Rigid scan of the bend H8–C2–O3 in gas-phase ethanol (SMILES CCO; atoms in SMILES order, hydrogens last), calculated with Ansatz 0.2.0 and the def2-TZVPP basis, with frozen cores in CCSD and CCSD(T). Only H8 is moved from the PBE0-D4/def2-TZVP minimum at 110.8°, and each method's energies are counted from its own value at that structure.

| bend (°) | CCSD(T) (eV) | r2SCAN-D4 (eV) | B3LYP-D4 (eV) | wB97M-V (eV) | CCSD (eV) | r2SCAN-D4 less CCSD(T) (eV) |
| --- | --- | --- | --- | --- | --- | --- |
| 92.8 | 0.3788 | 0.3753 | 0.3749 | 0.3704 | 0.3806 | -0.0035 |
| 97.3 | 0.2110 | 0.2091 | 0.2084 | 0.2056 | 0.2111 | -0.0019 |
| 101.8 | 0.0929 | 0.0921 | 0.0914 | 0.0900 | 0.0922 | -0.0008 |
| 106.3 | 0.0230 | 0.0229 | 0.0225 | 0.0220 | 0.0223 | -0.0001 |
| 110.8 | 0.0000 | 0.0000 | 0.0000 | 0.0000 | 0.0000 | 0.0000 |
| 115.3 | 0.0227 | 0.0222 | 0.0227 | 0.0228 | 0.0240 | -0.0005 |
| 119.8 | 0.0899 | 0.0884 | 0.0896 | 0.0893 | 0.0931 | -0.0015 |
| 124.3 | 0.2009 | 0.1978 | 0.1997 | 0.1988 | 0.2066 | -0.0031 |
| 128.8 | 0.3550 | 0.3499 | 0.3526 | 0.3507 | 0.3638 | -0.0051 |

**What happens**

One hydrogen of the CH₂ group in ethanol, H8, is swung towards the oxygen or away from it while every other atom stands still. The column "bend" is the angle H8–C2–O3, where C2 is the carbon that carries the oxygen. With CCSD(T), the most complete method here, the energy rises on both sides of 110.8° and reaches 0.38 eV, about 37 kJ/mol, at the narrow end. The curve is close to a parabola, but its narrow side is slightly steeper. At the two ends every method in the table agrees on that order.

**Why neither direction is free**

A carbon atom with four single bonds directs its bonding electrons roughly towards the corners of a tetrahedron. When a hydrogen is turned off its corner, its overlap with the carbon orbital that points there gets poorer. At the same time its bonding pair is pushed towards the pairs on the side where the angle closes, and the Pauli principle makes filled orbitals repel when they are pushed into the same space. At the minimum these forces balance, so a small turn costs energy only in proportion to its square.

Swinging H8 away from oxygen might look like an escape from crowding. It isn't, because C2 has two other neighbours, the carbon C1 and the second hydrogen H7. The coordinates show that an 18° swing away from oxygen closes the angle to C1 by 11° and the angle to H7 by 8°. The swing towards oxygen opens both of them, by 10° and 7°.

A mast hinged at its foot and held by three springs to three posts behaves in the same way. Whichever way it is pushed, at least one spring is squeezed and at least one is stretched, so the energy rises in every direction. The picture holds for the bowl shape of the curve. It doesn't give the right difference between the two sides, because an ordinary spring resists squeezing and stretching equally, whereas a bond angle need not.

**Why the narrow side is steeper**

Suppose that each of the three angles between the C2–H8 bond and its neighbours were such an ordinary spring, relaxed at the minimum. The angle to oxygen changes by 18° at both ends and would cost the same at both. The other two angles change more when H8 swings away from oxygen, so the wide end would be the higher one for any positive stiffnesses. With three equal springs the narrow end would lie 10% below the wide end, whereas CCSD(T) puts it 7% above.

What the spring picture most likely lacks is that closing an angle costs more than opening it by the same amount. The bond lengths are fixed, so the squared distance between the two outer atoms depends only on the cosine of the angle between them. Around 110° the cosine changes faster when the angle closes than when it opens. Repulsion responds to distance, not to degrees, and it grows ever more steeply as the atoms approach.

This turns the comparison into one between concentrated and shared crowding. On the narrow side a single neighbour, the oxygen, takes the whole 18° of closing, and its distance to H8 shrinks from 2.08 to 1.83 Å. On the wide side two neighbours share the crowding, and each angle closes by much less. The extra cost of closing an angle instead of opening it grows faster than the square of the turn, so one strong squeeze bears more of it than two mild ones.

If the springs act on the cosines and are equally stiff, the narrow end does come out higher, but only by about 1%. The rest of the 7% needs something more. Repulsion may grow more steeply than such springs allow, whichever the neighbour. The bend against oxygen may also be stiffer than the other two. H8 also approaches the hydroxyl hydrogen, which in this gauche form of ethanol lies on the same side, though a swing the other way brings it closer to a methyl hydrogen. The scan changes all of this together, so the choice among these causes remains a guess.

**How large: an estimate by hand**

Let d be the size of the turn away from 110.8°. The simplest curve with unequal sides has a term in d², equal on both sides, and a term in d³, which is added on the narrow side and subtracted on the wide side. The mean of two rows at equal d then contains only the square, and their difference only the cube. Rows close to the minimum are therefore enough to estimate the CCSD(T) energies at the ends:

- Square part: the rows at 4.5° on either side average (0.0230 + 0.0227)/2 = 0.02285 eV. The ends are four times as far out, so their mean should be 16 × 0.02285 = 0.3656 eV.
- Cube part: the rows at 9° differ by 0.0929 − 0.0899 = 0.0030 eV. At twice the turn the difference should be 8 × 0.0030 = 0.024 eV, half of it on each side of the mean.
- Narrow end: 0.3656 + 0.012 = 0.378 eV. Wide end: 0.3656 − 0.012 = 0.354 eV.

The table has 0.3788 and 0.3550 eV, and neither value entered the estimate. Both are met to within about 1 meV, so higher powers of the turn hardly matter over this range.

The analysis printed below also fits the cosine springs to the nine CCSD(T) rows, with one stiffness for oxygen and a common one for the other two neighbours. This reproduces the difference between the ends, which were part of the fit, and misses no row by more than about 2 meV. The oxygen constant comes out larger, but it would also absorb any push from the hydroxyl hydrogen and any repulsion steeper than the springs allow. It is therefore no measure of the O–C–H bend alone.

**The rows that break the order**

At 4.5° from the minimum CCSD, wB97M-V and, by a hair, B3LYP-D4 put the wide side higher, and CCSD still does so at 9°. The zero of every column is the structure optimised with PBE0-D4, which need not be the exact minimum of another method. A method whose own minimum lies slightly to one side has a small slope at 110.8°. The effect of a slope grows only in proportion to the turn, while the true asymmetry grows as its cube, so the slope can win near the minimum and lose further out.

For CCSD the size of this effect can be read from its difference to CCSD(T), which is well described by a slope plus a change in stiffness. The CCSD minimum lies only about 0.1° to the narrow side of the CCSD(T) one. That is enough to reverse the order of the two sides at 4.5°, where the CCSD(T) energies differ by 0.3 meV, and even at 9°, where they differ by 3 meV.

The same two terms explain why CCSD is 8.8 meV above CCSD(T) at the wide end but only 1.8 meV above it at the narrow end. CCSD, which lacks the connected triple excitations that CCSD(T) estimates, makes the bend 1.4% stiffer, and this raises both ends by about 5 meV. The slope adds nearly 4 meV on the wide side and takes away as much on the narrow side. The close agreement at the narrow end is thus a cancellation, not a sign that CCSD is better there.

**What to do about it**

For the energy of this bend, any of these methods will serve if an error of up to 9 meV relative to CCSD(T) is acceptable. The three functionals lie below CCSD(T) at both ends, wB97M-V most of all at the narrow one. Part of that gap may belong to the reference, because CCSD(T) needs a larger basis set than a functional does to settle to the last few meV.

To extract a stiffness, average the energies at equal turns on either side of the minimum; this removes both the slope and the cubic term. Twice the mean, divided by the square of the turn in radians, is the constant k of an energy written as ½kd². Here the result is 7.4 eV per radian squared. It belongs to moving H8 against all three neighbours, so entering it in a force field as the O–C–H constant would count the other two angles twice. It is also an upper bound for a slow deformation, in which the rest of the molecule could give way and lower the cost.

To judge another bend at a carbon with four single bonds, first list which angles close and by how much. The side that puts most of the closing on one neighbour is a candidate for the steeper one, more so if that bend is stiff, but a single scan can't establish this as a rule. Before reading anything into differences of a meV near the bottom, find the minimum with the same method that supplies the energies.

Output of the analysis:

```
fit of ccsd_t on 9 rows: coefficient of sO 3.188 +/- 0.041, coefficient of sCH 2.205 +/- 0.077; rms 0.00151, worst 97.3 0.00201, leave-one-out rms 0.00376
fit of dcc on 9 rows: coefficient of turn 0.01159 +/- 0.00021, coefficient of turn**2 0.05321 +/- 0.00079; rms 0.000115, worst 101.8 0.000193, leave-one-out rms 0.000215
Geometry and differences:
    row  H8-C2-C1 (deg)  H8-C2-H7 (deg)  H8 to O (A)  cosine springs less CCSD(T) (meV)  CCSD less CCSD(T) (meV)  B3LYP-D4 less CCSD(T) (meV)  wB97M-V less CCSD(T) (meV)
   92.8           119.5           113.5        1.832                             -1.665                      1.8                         -3.9                        -8.4
   97.3           117.3             112        1.897                              2.011                      0.1                         -2.6                        -5.4
  101.8           114.9           110.4         1.96                               1.83                     -0.7                         -1.5                        -2.9
  106.3           112.4           108.6        2.019                             0.6147                     -0.7                         -0.5                          -1
  110.8           109.8           106.8        2.076                                  0                        0                            0                           0
  115.3           107.2           104.9        2.129                              0.535                      1.3                            0                         0.1
  119.8           104.4           102.9         2.18                              1.806                      3.2                         -0.3                        -0.6
  124.3           101.6           100.8        2.227                              1.984                      5.7                         -1.2                        -2.1
  128.8           98.79           98.69         2.27                              -1.61                      8.8                         -2.4                        -4.3
Stiffness from the rows 4.5 deg either side (eV/rad^2): 7.409
Mean of the two end rows, CCSD(T) (eV): 0.3669
The same foretold by the parabola (eV): 0.3656
Narrow less wide side at 18 deg, CCSD(T) (meV): 23.8
Narrow less wide side at 9 deg, CCSD(T) (meV): 3
Narrow end above wide end, CCSD(T) (percent): 6.704
The same for three equal angle springs (percent): -9.631
The same for three equal cosine springs (percent): 1.426
Narrow less wide end, fitted cosine springs (meV): 23.75
Shift of the CCSD minimum against CCSD(T) (deg): -0.08961
CCSD stiffer than CCSD(T) by (percent): 1.437
r2SCAN-D4 less CCSD(T), mean of the ends (percent): -1.172
```
